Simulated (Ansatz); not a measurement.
## Abstraction of H: Ge2H6O + B(CH2)(CH3)(NH2) → Ge2H5O + B(CH3)2(NH2)

Species: Ge2H6O `[GeH3][O][GeH3]`, singlet; B(CH2)(CH3)(NH2), doublet; Ge2H5O `[GeH2][O][GeH3]`, doublet; B(CH3)2(NH2), singlet. A radical takes H: the energy is the difference in strength between the Ge–H bond broken and the C–H bond made.

Shapes, held fixed at every level: PBE0-D4/def2-TZVP. Flexible molecules stand in one conformer, not always the lowest. Programs: Ansatz 0.2.0. The zero-point and thermal change to 298 K, harmonic and unscaled (PBE0-D4/def2-TZVP), is +9.8 kJ/mol.

Question: Estimate ΔH(298 K) of this reaction.

Answer: The highest level, CCSD(T)/def2-TZVPP, gives ΔH(298 K) = -49.8 kJ/mol; the levels span -64.9 to -22.7. The column of differences is taken from that level and isn't an error. No measured value is set beside it here. Open shells run unrestricted. Relativity is left out for Ge. Outer-core shells of Ge are correlated in most correlated rows, in sets that cover them unevenly. Times are processor times on shared x86 and Arm servers, and rough.

| level | kind | ΔH(298 K) (kJ/mol) | less CCSD(T)/def2-TZVPP | CPU time (sum over the molecules) |
| --- | --- | --- | --- | --- |
| HF/def2-TZVPP | Hartree–Fock | -22.7 | +27.1 | – |
| PBE-D4/def2-TZVPP | GGA | -64.9 | -15.1 | 40 s |
| r2SCAN-D4/def2-TZVPP | meta-GGA | -50.7 | -0.9 | 74 s |
| B3LYP-D4/def2-TZVPP | global hybrid | -55.4 | -5.6 | 61 s |
| BHLYP-D4/def2-TZVPP | global hybrid | -45.5 | +4.3 | 50 s |
| PBE0-D4/def2-TZVPP | global hybrid | -57.8 | -8.0 | 43 s |
| CCSD/def2-TZVPP | coupled cluster or CI | -45.8 | +4.0 | – |
| CCSD(T)/def2-TZVPP | coupled cluster or CI | -49.8 | 0.0 | 1.5 h |

Every level makes the abstraction exothermic, so the C–H bond formed is stronger than the Ge–H bond broken. The main reason is orbital size: the diffuse valence orbitals of germanium overlap less well with hydrogen 1s than the compact ones of carbon. Delocalisation of the carbon radical into the formally empty boron p orbital should weaken the new C–H bond somewhat, but nitrogen donates into the same orbital and probably limits this effect. The positive thermal term fits the exchange of a soft Ge–H stretch for a stiffer C–H stretch.

Hartree–Fock gives only -22.7 kJ/mol, while CCSD recovers most of the gap to CCSD(T), probably because the compact C–H pair gains more correlation energy than the Ge–H pair. More exact exchange reduces the exothermicity from PBE to PBE0 and from B3LYP to BHLYP, but r2SCAN and the order of B3LYP and PBE0 break any general ordering by exchange fraction. The favourable enthalpy doesn't establish a low barrier, which also depends on polarity and crowding in the transition state.
